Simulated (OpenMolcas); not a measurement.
How methods differ on InN2H5 (SMILES [NH2][InH][NH2])

The species is InN2H5 (8 atoms), meant as a singlet with charge 0. SMILES: `[NH2][InH][NH2]`. The coordinates come from a PBE0-D4/def2-TZVP relaxation.

```xyz
8

N    -0.9697    0.8580   -1.1270
In    0.2480    0.5648    0.4555
N     0.7427   -1.3752    0.7096
H    -1.4821    0.0768   -1.5066
H    -1.5382    1.6892   -1.1718
H     0.7990    1.8192    1.4675
H     1.5709   -1.6147    1.2318
H     0.6295   -2.0181   -0.0590
```

Quantity: the HOMO–LUMO gap, in eV. The values are calculated.

| level | kind | program | value (eV) | CPU time |
| --- | --- | --- | --- | --- |
| HF/def2-SVP (core potential) | Hartree–Fock | OpenMolcas | 12.11 | 10 s |
| SVWN5/def2-SVP (core potential) | LDA | OpenMolcas | 4.03 | 30 s |
| BLYP/def2-SVP (core potential) | GGA | OpenMolcas | 4.00 | 41 s |
| revPBE/def2-SVP (core potential) | GGA | OpenMolcas | 4.13 | 43 s |
| M06-L/def2-SVP (core potential) | meta-GGA | OpenMolcas | 4.68 | 50 s |
| BHLYP/def2-SVP (core potential) | global hybrid | OpenMolcas | 8.10 | 35 s |
| M06-2X/def2-SVP (core potential) | hybrid meta-GGA | OpenMolcas | 8.04 | 45 s |
| B2PLYP/def2-SVP (core potential) | double hybrid | OpenMolcas | 8.31 | 27 s |

The values span 4.00 to 12.11 eV. Orbital gaps aren't excitation energies, and those of double hybrids come from the SCF part alone; they tend to grow with the share of exact exchange. Times are those of the runs behind each value, whatever else they computed, on shared processors of several kinds: orders of magnitude only.

The gap of this molecule depends above all on how exchange is treated. The LDA and the two GGAs lie within 4.00 to 4.13 eV, M06-L is somewhat higher at 4.68 eV, the global hybrids and the double hybrid cluster at 8.04 to 8.31 eV, and Hartree–Fock reaches 12.11 eV, probably because its empty orbitals, unlike those of a semilocal functional, feel the repulsion of all the electrons.

Chemically, a sizeable gap is expected for a closed-shell indium(III) amide. The highest occupied orbital is probably mostly nitrogen lone pair, stabilised by nitrogen's electronegativity, while the lowest empty one should have large indium character, with the vacant p orbital of the trigonal planar centre a likely contributor. That polarity would also fit the Lewis acidity typical of such compounds, though the gap alone doesn't measure it. Since the basis lacks diffuse functions, the table can't show whether the lowest empty orbital is truly valence-like or would turn diffuse in a more flexible basis, particularly in Hartree–Fock.
